# When second-order theory overshoots the bonds of HAlCH

Can bond strengths around aluminium and carbon be trusted to second-order perturbation theory, or must one pay for coupled cluster? The choice arises for organoaluminium precursors, from which alumina gate dielectrics are grown and whose fragments are often too short-lived to measure. The small fragment HAl–CH, planar and with three unpaired electrons, is a sharp test because breaking it into atoms severs every bond at once. Its quartet state is imposed in these runs, and whether this state and this arrangement of the atoms are the most stable ones isn't tested. The orders of magnitude to keep are 150 kJ/mol of error without correlation, under 10 for coupled cluster with correlated pairs of electrons, and under 1 once triples are added.

Atomization energy of neutral HAlCH in its quartet state, relative to UCCSDT(Q), computed with Ansatz 0.2.0 in the cc-pVTZ basis at the PBE0/def2-TZVP geometry. Correlated levels keep the cores frozen, and the valence space of the molecule holds 9 electrons in 10 orbitals. Zero-point energy and spin–orbit coupling are left out.

```tsv
level	this level less the reference (UCCSDT(Q), same basis) (kJ/mol)
RHF	-148.33
UHF	-151.39
RMP2	7.93
UMP2	6.68
RCCSD	-8.25
UCCSD	-8.59
RCCSD(T)	-0.77
UCCSD(T)	-0.89
BCCD(T)	-0.72
RCCSDT	-0.53
UCCSDT	-0.53
RCCSDT(Q)	-0.01
CASSCF valence	-91.25
NEVPT2 valence	-27.31
MRCISD valence	-19.03
MRCISD+Q valence	-8.01
PBE	44.08
revPBE	20.13
r2SCAN	65.77
PBE0	39.10
B3LYP	24.13
wB97M-V	19.91
B2PLYP	15.53
RPA-PBE	-53.81
```

A negative entry means that the level binds the molecule too weakly, a positive one too strongly, always relative to the best coupled-cluster level in the same basis. R and U mark restricted and unrestricted orbitals, the latter free to differ for the two spins.

## The first two rows: no correlation

RHF and UHF underbind by about 150 kJ/mol. They let each electron feel only the average field of the others, so the electrons come too close to one another. The molecule suffers more than the atoms, because bonding brings more electrons into shared regions of space. Beyond UHF, correlation lowers the molecule by 525 kJ/mol and the separate atoms together by 374, and the difference of 151 is the UHF error.

This gives a simple expectation for every better level. Let s be the share of the correlation energy that a level still fails to recover. If s is the same in the molecule and in the atoms, then

error = s × 374 − s × 525 = −s × 151 kJ/mol.

An even-handed but incomplete method therefore underbinds, and its error fades in proportion to what it leaves out. Nothing is fitted here: s follows from the computed total energy of the molecule.

## The MP2 rows: the break in sign

UMP2 leaves the molecule 97 kJ/mol too high, which is a share of 97/525, or 18.5 %. The expected error is then −0.185 × 151 = −28 kJ/mol. The table has +6.7 instead, so the row breaks the pattern by about 35 kJ/mol. RMP2 overbinds as well, so the choice of orbitals isn't the cause.

The break comes from the atoms. UMP2 recovers 81 % of the correlation energy in the molecule but only 72 % in the atoms. In absolute terms the atoms are left 104 kJ/mol too high, slightly more than the molecule. The small positive error is what remains when these two large shortfalls are subtracted, and it says little about the quality of either energy.

Why the atoms fare worse can be argued from their shells. Free aluminium has a filled 3s pair with two empty 3p orbitals close above it, and free carbon has a filled 2s pair with one empty 2p orbital. Such a pair avoids itself by moving jointly, for part of the time, into the empty p orbitals. Second-order theory weighs this motion with Hartree–Fock orbital energies, which place the empty orbitals too high, and so it underrates the gain.

In the molecule these s pairs have been opened. Aluminium uses its three valence electrons for a bond to hydrogen, a bond to carbon and one unpaired electron; carbon uses its four for two bonds and two unpaired electrons. The orbital occupations of the valence CASSCF wavefunction fit this count, with three close to two and three close to one. What remains are mostly bond pairs, whose empty partner orbitals lie far above them, and there second order does better.

The same reasoning suggests what to expect in neighbouring molecules, though none is tested here. MP2 should bind more strongly than the even-handed formula allows where bonding opens an s pair that had empty p orbitals next to it in the free atom. Where the s pair survives in the molecule as a lone pair, more of the atomic weakness should survive with it and cancel.

## The coupled-cluster rows: the pattern restored

CCSD also builds on excitations of electron pairs, but it lets them act on one another until they are consistent. The atoms catch up at once: UCCSD recovers 97 % of their correlation energy and 96 % of the molecule's. With nearly even treatment the sign returns to underbinding. The simple formula gives −5.6 kJ/mol against −8.6 in the table, so it has the right sign but misses a third of the error.

Triples, in which three electrons move together, remove most of the rest. All three rows with a perturbative (T) lie within 1 kJ/mol of the reference, and for UCCSD(T) the simple formula comes within about 0.1. Their differences from one another are too small to rank restricted, unrestricted and Brueckner orbitals.

From UHF to UCCSD to UCCSDT the error falls by a factor of 16 to 18 at each step. If only the two ends were known, their geometric mean would place the middle rung at −9.0 kJ/mol, close to the UCCSD value, which took no part in the estimate. UMP2 lies 16 kJ/mol above that rung. Three rungs don't make a law, but a rapid fall is plausible when one electron configuration dominates, as it does here, because joint motion of more and more electrons is then ever less important.

## The multireference rows: a quieter break

CASSCF distributes the nine valence electrons over all valence orbitals in every possible way. This captures the near-degeneracy that troubles MP2, yet the error is still −91 kJ/mol. The valence orbitals alone are too few to describe how electrons avoid each other at short range. NEVPT2 and MRCISD add excitations into the higher orbitals and bring the error down to −27 and −19.

MRCISD still falls behind CCSD because a truncated configuration interaction loses ground as the number of electrons grows. It leaves the nine-electron molecule 26 kJ/mol too high, but the atoms, with at most four valence electrons each, only 7. This is uneven treatment again, now to the disadvantage of the molecule, so it deepens the underbinding.

The Davidson correction, marked +Q, is meant to repair this loss. It leaves the molecule 4.1 kJ/mol above the reference level, for which the even-handed formula would allow an error of only −1.2. The actual error is −8.0, because the atoms now lie 3.9 kJ/mol below the reference. About half of the final error thus arises in the atoms.

That the atoms are overcorrected follows from counting electrons. Aluminium has three valence electrons, so a method with full triples is already exact for it within the basis and the frozen core; for carbon, with four, the reference is very nearly so. An energy several kJ/mol lower can't be correlation that the reference overlooked. The correction estimates what is lost by leaving out higher excitations, and with only three or four electrons less is lost than it assumes.

## The density functionals: a different kind of error

The functionals don't climb the same ladder, and their errors need a different reading. From PBE to B2PLYP all of them overbind, by 16 to 66 kJ/mol. Part of this belongs to the reference: in a basis of this size, correlated wavefunction methods still bind too weakly, whereas ordinary functionals are closer to their limit. The positive entries therefore overstate how far these functionals would lie above a fully converged result.

This doesn't affect the difference between two functionals, since the reference drops out of it. r2SCAN binds 22 kJ/mol more strongly than PBE, although it uses more information about the electron density and is usually the better of the two for molecules. These numbers don't reveal why. RPA-PBE errs the other way, by −54 kJ/mol, in line with the known tendency of the random-phase approximation to bind molecules too weakly.

For the precursor chemist, the MP2 rows hold the main lesson. Their errors of 7 to 8 kJ/mol look as good as those of CCSD, but they rest on two shortfalls of about 100 kJ/mol that happen to cancel. In a reaction that opens no s pair, or opens a different number of them, the balance can shift. CCSD(T) needs no such luck here, though its agreement to within 1 kJ/mol holds inside this one basis. A comparison with experiment also needs a larger basis, the zero-point energy, core correlation and relativistic effects, spin–orbit coupling among them.
